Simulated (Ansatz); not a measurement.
# ZrC: the change of energy less free atoms and pressure with volume scale

Periodic Kohn-Sham DFT of a crystal at fixed atoms, scaled to volume_scale times the given cell; pressure positive in compression, energy less spherical unpolarised free atoms, largest_vzz the field gradient of largest size among the nuclei. The results are calculated, by Ansatz 0.2.0.

The cell before it is scaled or strained (space group Fm-3m, No. 225):
```
CELL_PARAMETERS angstrom
0.00000 2.35020 2.35020
2.35020 0.00000 2.35020
2.35020 2.35020 0.00000
ATOMIC_POSITIONS crystal
Zr 0.50000 0.50000 0.50000
C 0.00000 0.00000 0.00000
```

Settings of every row: method all-electron LAPW; functional PBEsol; relativity scalar; k mesh 15x15x15; filling fermi-dirac; smearing width 0.05 eV; basis error target 0.25 meV/atom; nucleus gaussian.

Atom start moment: 0 on all atoms.

| row | volume scale | V (Å³/atom) | energy less free atoms (eV/atom) | pressure (GPa) |
| --- | --- | --- | --- | --- |
| 1 | 0.94 | 12.202 | -9.655 | 10.763 |
| 2 | 0.9405 | 12.209 | -9.6555 | 10.615 |
| 3 | 0.96 | 12.462 | -9.6678 | 5.133 |
| 4 | 0.97 | 12.592 | ? | ? |
| 5 | 0.98 | 12.722 | -9.672 | 0.055 |
| 6 | 1 | 12.981 | -9.6683 | -4.527 |
| 7 | 1.01 | 13.111 | -9.6638 | -6.647 |
| 8 | 1.02 | 13.241 | -9.6575 | -8.661 |
| 9 | 1.03 | 13.371 | -9.6497 | -10.574 |
| 10 | 1.04 | 13.5 | -9.6404 | -12.39 |
| 11 | 1.06 | 13.76 | -9.6176 | -15.753 |

Question: what energy less free atoms and pressure should row 4 give?

Worked fit of energy less free atoms. Take u = (V_r/V)^(2/3) − 1 with V_r = 13.046 Å³ an atom, which is twice the finite (Eulerian) strain; such expansions in the strain, on which the Birch-Murnaghan equation of state is built, carry the rest volume and the bulk modulus. The shown rows have u = 0.0456, 0.0452, 0.031, 0.01691, 0.00334, -0.00331, -0.00984, -0.01627, -0.02255, -0.0349. Least squares give energy less free atoms = −9.66623 − 0.6834 × u + 20.383 × u² eV/atom; a straight line predicts inner rows, each left out in turn, worse (root mean square 0.012 against 4.7e-05 eV/atom). The rows lie off it by 0.0000, 0.0000, 0.0000, 0.0000, 0.0000, -0.0001, 0.0000, 0.0000, 0.0001, 0.0000. Its lowest point lies at u = 0.0168, or V = 12.72 Å³ an atom, and the curvature there gives the bulk modulus at fixed shape and fractions, B = (4/9)(1 + u)² E″(u)/V = 236 GPa. The withheld row has u = 0.02389, so the fit gives −9.66623 − 0.6834 × (0.02389) + 20.383 × (0.02389)² = -9.6709 eV/atom.

The calculation gave -9.6709 eV/atom. The fit meets it to the printed digit.

Worked fit of pressure. Take u = (V_r/V)^(2/3) − 1 with V_r = 13.046 Å³ an atom, which is twice the finite (Eulerian) strain; such expansions in the strain, on which the Birch-Murnaghan equation of state is built, carry the rest volume and the bulk modulus. The shown rows have u = 0.0456, 0.0452, 0.031, 0.01691, 0.00334, -0.00331, -0.00984, -0.01627, -0.02255, -0.0349. Least squares give pressure = −5.5986 + 320.255 × u + 846.14 × u² GPa; a straight line predicts inner rows, each left out in turn, worse (root mean square 0.51 against 0.0099 GPa). The rows lie off it by -0.001, 0.009, -0.009, -0.004, -0.007, 0.002, 0.007, 0.011, 0.000, -0.008 (root mean square 0.0068 GPa). The pressure vanishes at u = 0.0167, or V = 12.73 Å³ an atom, and there the bulk modulus at fixed shape and fractions is B = −V dP/dV = (2/3)(1 + u) dP/du = 236 GPa. The withheld row has u = 0.02389, so the fit gives −5.5986 + 320.255 × (0.02389) + 846.14 × (0.02389)² = 2.535 GPa.

The calculation gave 2.529 GPa. The fit lies 0.006 GPa (0.023 % of the column's range) above it; its largest miss of a shown row is 0.011 GPa.
